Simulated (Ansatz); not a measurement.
# InAg₃: the change of pressure and energy less free atoms with volume scale

Results calculated with Ansatz 0.2.0, not measured. Periodic Kohn-Sham DFT of a crystal at fixed atoms, scaled to volume_scale times the given cell; pressure positive in compression, energy less spherical unpolarised free atoms, largest_vzz the field gradient of largest size among the nuclei.

The cell before it is scaled or strained (space group Pm-3m, No. 221):
```
InAg3
1.0
      4.1440     0.0000     0.0000
      0.0000     4.1440     0.0000
      0.0000     0.0000     4.1440
In Ag
1 3
Direct
  0.00000 0.00000 0.00000
  0.00000 0.50000 0.50000
  0.50000 0.00000 0.50000
  0.50000 0.50000 0.00000
```

Settings of every row: method all-electron LAPW; functional PBEsol; relativity scalar; k mesh 9x9x9; filling fermi-dirac; smearing width 0.05 eV; basis error target 0.5 meV/atom; nucleus gaussian.

Atom start moment: 0 on all atoms.

| row | volume scale | V (Å³/atom) | pressure (GPa) | energy less free atoms (eV/atom) |
| --- | --- | --- | --- | --- |
| 1 | 0.94 | 16.723 | 7.139 | -3.2513 |
| 2 | 0.98 | 17.435 | 1.831 | -3.2707 |
| 3 | 1 | 17.791 | -0.298 | -3.2723 |
| 4 | 1.01 | 17.969 | ? | ? |
| 5 | 1.04 | 18.503 | -3.83 | -3.2628 |

Question: what pressure and energy less free atoms should row 4 give?

Worked fit of pressure. Take u = (V_r/V)^(2/3) − 1 with V_r = 17.613 Å³ an atom, which is twice the finite (Eulerian) strain; such expansions in the strain, on which the Birch-Murnaghan equation of state is built, carry the rest volume and the bulk modulus. The shown rows have u = 0.03517, 0.00679, -0.00668, -0.03233. Least squares give pressure = 0.7297 + 160.662 × u + 610.84 × u² GPa; a straight line predicts inner rows, each left out in turn, worse (root mean square 0.46 against 0.038 GPa). The rows lie off it by 0.003, -0.018, 0.018, -0.004 (root mean square 0.013 GPa). The pressure vanishes at u = -0.0046, or V = 17.74 Å³ an atom, and there the bulk modulus at fixed shape and fractions is B = −V dP/dV = (2/3)(1 + u) dP/du = 103 GPa. The withheld row has u = -0.01325, so the fit gives 0.7297 + 160.662 × (-0.01325) + 610.84 × (-0.01325)² = -1.292 GPa.

The calculation gave -1.266 GPa. The fit lies 0.026 GPa (2.1 % of the value, 0.24 % of the column's range) below it; its largest miss of a shown row is 0.018 GPa.

Worked fit of energy less free atoms. Take u = (V_r/V)^(2/3) − 1 with V_r = 17.613 Å³ an atom, which is twice the finite (Eulerian) strain; such expansions in the strain, on which the Birch-Murnaghan equation of state is built, carry the rest volume and the bulk modulus. The shown rows have u = 0.03517, 0.00679, -0.00668, -0.03233. Least squares give energy less free atoms = −3.2721 + 0.1328 × u + 13.026 × u² eV/atom; a straight line predicts inner rows, each left out in turn, worse (root mean square 0.0097 against 0.00022 eV/atom). The rows lie off it by 0.0000, -0.0001, 0.0001, 0.0000. Its lowest point lies at u = -0.0051, or V = 17.75 Å³ an atom, and the curvature there gives the bulk modulus at fixed shape and fractions, B = (4/9)(1 + u)² E″(u)/V = 103 GPa. The withheld row has u = -0.01325, so the fit gives −3.2721 + 0.1328 × (-0.01325) + 13.026 × (-0.01325)² = -3.2716 eV/atom.

The calculation gave -3.2715 eV/atom. The fit lies 0.0001 eV/atom (0.48 % of the column's range) below it, one unit of the last digit.
